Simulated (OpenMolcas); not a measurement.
# Exact exchange and the dipole moment of InHCl2O

InHCl2O has 5 atoms, charge 0, and is taken as a singlet. As SMILES, `[OH][In]([Cl])[Cl]`. The shape is that of a PBE0-D4/def2-TZVP optimisation.

The dipole moment y, in D, basis def2-SVP with a core potential; a is the functional's share of exact exchange. Programs: OpenMolcas 26.06.

| functional | program | a | y (D) |
| --- | --- | --- | --- |
| revPBE | OpenMolcas | 0 | 1.53 |
| TPSS | OpenMolcas | 0 | 1.58 |
| B3LYP | OpenMolcas | 0.2 | ? |
| PBE0 | OpenMolcas | 0.25 | 1.51 |
| BHLYP | OpenMolcas | 0.5 | 1.47 |

**Question.** Fit y = c + s·a to the known rows and predict B3LYP.

**Answer.** 
1. Means of the 4 rows: a = 0.1875, y = 1.522.
2. Σ(Δa)² = 0.17188, Σ(Δa·Δy) = -0.029375, so the slope is -0.029375/0.17188 = -0.1709.
3. Intercept: 1.522 − (-0.1709) × 0.1875 = 1.554. The largest residual of the fit is 0.026.
4. B3LYP: 1.554 + (-0.1709) × 0.2 = 1.52 D.

The run gave 1.47 D, so the prediction is off by +0.05 D, more than the largest residual. The rows mix families of semi-local functionals, which the line can't see.

The dipole moment hardly depends on the functional, and the fitted decline with exact exchange is weaker evidence than it looks. B3LYP breaks the order: at 1.47 D it lies below PBE0 despite its smaller share, and it equals BHLYP, which has far more exact exchange but shares its type of semi-local exchange and correlation. revPBE and PBE0, also close relatives, differ only slightly, while revPBE and TPSS differ by more with no exact exchange in either. Much of the slope therefore probably reflects the change of semi-local family.

Exact exchange usually favours charge localisation and more polar bonds, so a falling dipole may seem odd. The total, however, is a vector sum in which the In–Cl and In–O(H) contributions partly oppose each other around indium. If all these bonds become more polar, the net moment can stay nearly constant or even shrink. A lower value is thus no sign of more covalent bonding, and which bond's charge shifts can't be read from the magnitude of the total dipole alone.
